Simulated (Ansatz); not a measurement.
# Outer-layer contraction of bcc (100) and (110) faces of V, Nb, Ta, Mo, W and Fe in PBE slabs

Vanadium, niobium and tantalum have five valence electrons per atom, molybdenum and tungsten six, and iron eight; all six metals are bcc, and iron is also ferromagnetic. The problem is to find how far the outermost layer of each moves when a (100) or a (110) face is cut, and which matters more, the element or the face. The position of that layer affects the work function, the binding of adsorbates and the match to a film grown on top, and so bears on electron emitters, catalysts and superconducting circuits. The quantity sought is the first interlayer spacing in a relaxed PBE slab, given as a percentage change from the middle spacing of the same slab. A negative sign means contraction.

## Calculations

Ansatz 0.2.0, plane-wave Kohn-Sham DFT with its default PAW datasets at a cutoff of 420 eV. Symmetric 1×1 slabs of 7 layers are cut at the tabulated measured lattice constant with atoms at bulk places and 18 Å of vacuum. In-plane k-spacing 0.15 to 0.16 Å⁻¹ (2π included), Fermi-Dirac smearing of 0.1 eV, dipole correction on. Spin-polarised for Fe from a ferromagnetic start, spin-paired otherwise. Scalar-relativistic, no spin-orbit coupling. PBE. All layers are relaxed at the fixed in-plane lattice constant until forces are under 0.01 eV/Å.

- group: group of the periodic table.
- ideal spacing (Å): ideal layer spacing at the measured lattice constant.
- Δd middle (%): change of the middle spacing against the ideal spacing.
- ΔΦ relaxation (eV): work function of the relaxed slab less that of the unrelaxed one.
- Δd12 to middle (%): spacing between the first and second layers against the middle spacing of the relaxed slab, negative is contraction.
- Δd12 to ideal (%): change of the spacing between the first and second layers against the ideal spacing, negative is contraction.
- Δd23 (%): change of the spacing between the second and third layers against the ideal spacing.

## Computed values

| member | face | group | ideal spacing (Å) | Δd middle (%) | ΔΦ relaxation (eV) | Δd12 to middle (%) | Δd12 to ideal (%) | Δd23 (%) | remark |
| --- | --- | --- | --- | --- | --- | --- | --- | --- | --- |
| V(100) | bcc (100) | 5 | 1.510 | −0.9 | −0.13 | −13.46 | −14.28 | −0.32 |  |
| Nb(100) | bcc (100) | 5 | 1.650 | 1.2 | −0.13 | ? | ? | ? |  |
| Ta(100) | bcc (100) | 5 | 1.655 | 2.4 | −0.18 | −13.39 | −11.27 | 0.78 |  |
| Mo(100) | bcc (100) | 6 | 1.575 | 0.4 | −0.05 | −11.31 | −10.98 | 2.65 | reconstructs in experiment |
| W(100) | bcc (100) | 6 | 1.580 | 0.4 | −0.09 | −9.93 | −9.54 | 3.42 | reconstructs in experiment |
| Fe(100) | bcc (100) | 8 | 1.435 | −2.7 | 0.02 | −3.46 | −6.05 | 0.15 |  |
| V(110) | bcc (110) | 5 | 2.135 | −2.3 | −0.09 | −5.56 | −7.73 | −0.93 |  |
| Nb(110) | bcc (110) | 5 | 2.333 | 0.4 | −0.05 | −4.18 | −3.80 | 1.36 |  |
| Ta(110) | bcc (110) | 5 | 2.341 | 0.7 | −0.05 | −4.37 | −3.71 | 0.68 |  |
| Mo(110) | bcc (110) | 6 | 2.227 | 0.7 | −0.10 | −4.50 | −3.79 | 1.08 |  |
| W(110) | bcc (110) | 6 | 2.234 | 1.3 | −0.06 | −3.31 | −2.04 | 1.57 |  |
| Fe(110) | bcc (110) | 8 | 2.029 | −2.7 | −0.02 | −0.12 | −2.85 | −1.93 |  |

Cells marked ? are withheld until the estimate has been made.

## Interpretation

Solution. The face is compared first. Each of the five elements with both values shown contracts more on (100) than on (110), by 3.46 − 0.12 = 3.34 percentage points for Fe and up to 13.39 − 4.37 = 9.02 for Ta. Part of this comes from the smaller (100) spacing, by which the shift is divided. For V the contraction is 1.510 × (1 − 0.9/100) × 13.46/100 = 0.201 Å on (100) and 2.135 × (1 − 2.3/100) × 5.56/100 = 0.116 Å on (110). The ratio is 1.7 in length, against 2.4 in per cent.

The remaining difference can be understood from the missing neighbours. A bcc atom has eight nearest neighbours; a (100) surface atom keeps four and a (110) surface atom six. In a simple d-band picture the strength of each bond grows as $1/\sqrt{Z}$, where $Z$ is the number of neighbours. The bonds that are left are then stronger by a factor of √(8/4) = 1.41 on (100) and √(8/6) = 1.15 on (110), and they pull the outer layer inwards.

The element matters most clearly on (100). V and Ta average (−13.46 − 13.39)/2 = −13.4 %, Mo and W (−11.31 − 9.93)/2 = −10.6 %, and Fe has −3.46 %. On (110) groups 5 and 6 overlap, since Mo (−4.50 %) contracts more than Nb or Ta. Filling of the d band is a possible cause of the step between the groups on (100). The Mo and W values there belong to an imposed 1×1 structure, whereas the real faces reconstruct.

In iron, magnetism opposes the contraction: the enlarged moments of the surface atoms favour a larger volume. The reference also matters here. Fe(110) appears to contract by 2.85 % against the ideal spacing, but its middle spacing is itself 2.7 % short, and only 0.12 % is left as a surface effect.

## Predicting the missing value

Plain estimates from the members shown:

- Nb(100) (bcc (100)), mean of the 5 members shown: −10.31 %, standard deviation 3.7

For Nb(100) the mean of all five (100) members, −10.31 %, is a poor choice, because it includes iron, with its magnetism and much fuller d band. The two members of niobium's own group on the same face are the better guide: (−13.46 − 13.39)/2 = −13.4 %. The other columns do not set niobium apart from them. Its middle spacing changes by 1.2 %, between −0.9 % for V and 2.4 % for Ta, and its work function falls by 0.13 eV on relaxation, as that of V does.

The same route can be tried on Nb(110). V and Ta give (−5.56 − 4.37)/2 = −4.97 %, while the table has −4.18 %, a miss of 0.79 points. This miss is not carried over to (100) as a correction, because differences within group 5 do not transfer between the faces: V contracts more than Ta by 5.56 − 4.37 = 1.19 points on (110) but by only 13.46 − 13.39 = 0.07 on (100).

The close agreement of V and Ta on (100) would give too small an error bar. There are six pairs of same-group members on the same face. They differ by 13.46 − 13.39 = 0.07 and 11.31 − 9.93 = 1.38 points on (100), and by 5.56 − 4.18 = 1.38, 5.56 − 4.37 = 1.19, 4.37 − 4.18 = 0.19 and 4.50 − 3.31 = 1.19 points on (110), a root mean square of 1.06. If the members of a group scatter independently with variance σ², two of them differ with variance 2σ², and one differs from the mean of two others with variance σ² + σ²/2. The expected error is therefore √(3/4) of the pair difference, 1.06 × 0.87 = 0.9 points.

**Committed estimate, Nb(100) (bcc (100)): Δd12 to middle = −13.4 ± 0.9 %.**

## How the estimate fared

| member | face | group | ideal spacing (Å) | Δd middle (%) | ΔΦ relaxation (eV) | Δd12 to middle (%) | Δd12 to ideal (%) | Δd23 (%) |
| --- | --- | --- | --- | --- | --- | --- | --- | --- |
| Nb(100) | bcc (100) | 5 | 1.650 | 1.2 | −0.13 | −12.20 | −11.11 | 1.16 |

| member | estimate | Δd12 to middle (%) | computed | estimate − computed | miss in error bars |
| --- | --- | --- | --- | --- | --- |
| Nb(100) (bcc (100)) | committed | −13.40 | −12.20 | −1.20 | 1.3 |
| Nb(100) (bcc (100)) | mean | −10.31 | −12.20 | +1.89 |  |

The estimate of −13.4 % missed the computed −12.20 % by 1.20 points, or 1.3 error bars, and so fell outside its range. It was still closer than the mean of all five shown members, which missed by 1.89 points on the other side. Leaving iron out was a gain, but narrowing the choice to group 5 was not: the four non-magnetic members shown average (−13.46 − 13.39 − 11.31 − 9.93)/4 = −12.02 %, much closer to the computed value. The agreement of V and Ta was misread as a common value for the group.

That agreement depends on the reference. Against the ideal spacing, V and Ta differ by 14.28 − 11.27 = 3.01 points, while Nb (−11.11 %) and Ta nearly coincide. Ta contracts more than Nb in the column sought mainly because its middle spacing is wider, by 2.4 % against 1.2 %. In a slab of seven layers the middle spacing is only the third from the surface and may still feel it.

The case for band filling is also weaker. Nb(100) contracts only 0.89 points more than Mo(100), less than the full spread within either group. The missing-neighbour argument fares better, since Nb too contracts far more on (100) than on (110).

## Outliers

Iron stands apart on both faces. The other five elements average (−13.46 − 12.20 − 13.39 − 11.31 − 9.93)/5 = −12.06 % on (100) and (−5.56 − 4.18 − 4.37 − 4.50 − 3.31)/5 = −4.38 % on (110), so iron contracts less by 12.06 − 3.46 = 8.6 and 4.38 − 0.12 = 4.3 points. Its magnetism acts in this direction, as argued above. The fuller d band may also contribute, by weakening the pull of the remaining bonds. On (110) the reference matters as well, for against the ideal spacing Fe (−2.85 %) lies between W and Ta.

V(110) stands out mainly against the ideal spacing, where it contracts by 7.73 %, or 7.73 − 3.80 = 3.93 points more than Nb(110). Most of this is already present in the middle of the slab, where the two differ by 2.3 + 0.4 = 2.7 points. The likeliest reason is that PBE prefers a smaller lattice constant for vanadium than the measured one. Held too wide in the plane, the slab draws its layers together throughout.

## Closing remarks

In all six elements the outer layer contracts more on (100) than on (110). For the five non-magnetic metals of groups 5 and 6, the face alone gives about −12 % with a sample standard deviation of 1.5 points on (100), and −4.4 % with 0.8 on (110). Among these five the face therefore matters more than the element, while iron departs from both averages. These figures should not be carried over to chromium, the remaining stable metal of the two groups, because it is antiferromagnetic.

For building a slab, the change against the ideal spacing is the practical one. On Nb(100) it puts the first spacing at 1.650 × (1 − 11.11/100) = 1.467 Å, which is 1.650 − 1.467 = 0.183 Å below the ideal value.

An important omitted effect is the reconstruction of Mo(100) and W(100). On W(100) the surface atoms move sideways, and the new bonds weaken the contraction. The 1×1 values for these two faces are therefore no forecast for the cold, clean surfaces.

[On method and selection: Li, Na, K and Ba are left out: they are so soft that the force threshold leaves their spacings open by about a per cent or more. Runs that did not converge, have known faults or may not be shown are not listed, and runs on Ansatz's PAW sets soft_1 and soft_2 are kept to separate tables. Runs in which the search for lower states was switched off are not listed. Work functions and vacuum levels are read from the electrostatic potential (Hartree and local ionic parts), which a warning of a rough exchange-correlation potential in thin density does not concern. The default PAW datasets of this version of Ansatz are the set soft_2.]
